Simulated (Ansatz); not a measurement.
# Ligand exchange: C2H7NSi + C2H9NSi → C2H8Si2 + C2H8N2

Species: C2H7NSi `C=C[SiH2]N`, singlet; C2H9NSi `CCN[SiH3]`, singlet; C2H8Si2 `C=C[SiH2][SiH3]`, singlet; C2H8N2 (ethylhydrazine) `CCNN`, singlet. The partners trade NH2 for SiH3: Si–NH2 and N–SiH3 bonds give way to Si–SiH3 and N–NH2.

Shapes, held fixed at every level: PBE0-D4/def2-TZVP. Flexible molecules stand in one conformer, not always the lowest. Programs: Ansatz 0.2.0. Electronic energies: no zero-point or thermal term.

| level | kind | ΔE (kJ/mol) | less CCSD(T)/CBS estimate |
| --- | --- | --- | --- |
| HF/def2-TZVPP | Hartree–Fock | +272.5 | +18.1 |
| B3LYP-D4/def2-TZVPP | global hybrid | +246.5 | -7.9 |
| PBE0-D4/def2-TZVPP | global hybrid | +230.0 | -24.4 |
| wB97M-V/def2-TZVPP | range-separated hybrid | +254.2 | -0.2 |
| MP2/def2-TZVPP | perturbation theory | +268.6 | +14.2 |
| CCSD(T)/def2-TZVPP | coupled cluster or CI | +250.0 | -4.4 |
| CCSD(T)/CBS estimate | coupled cluster or CI | +254.4 | 0.0 |

The highest level, CCSD(T)/CBS estimate, gives ΔE = +254.4 kJ/mol; the levels span +230.0 to +272.5. The column of differences is taken from that level and isn't an error. No measured value is set beside it here. The CBS estimate extrapolates MP2 from def2-TZVPP and def2-QZVPP and adds CCSD(T) − MP2 in the triple-zeta set, cores frozen.

The exchange is strongly uphill at every level, so its direction doesn't depend on the treatment of correlation. Two polar Si–N bonds are given up for one Si–Si and one N–N bond, and the large electronegativity difference between silicon and nitrogen favours the mixed pairing. Donation from the nitrogen lone pair into σ* orbitals at silicon probably adds to the stability of the reactants, while repulsion between adjacent lone pairs weakens the N–N bond in ethylhydrazine.

In the common triple-zeta basis, correlation lowers the reaction energy from +272.5 to +250.0 kJ/mol, and so favours the homonuclear bonds. MP2 recovers only a small part of this shift, which points to the importance of correlation beyond second order. PBE0-D4 errs the other way, overstabilising the products relative to coupled cluster. The close agreement of wB97M-V with the highest level may owe something to cancellation between the bond types. The total energy alone can't separate the gain from Si–N polarity from the penalty of forming a weak N–N bond.
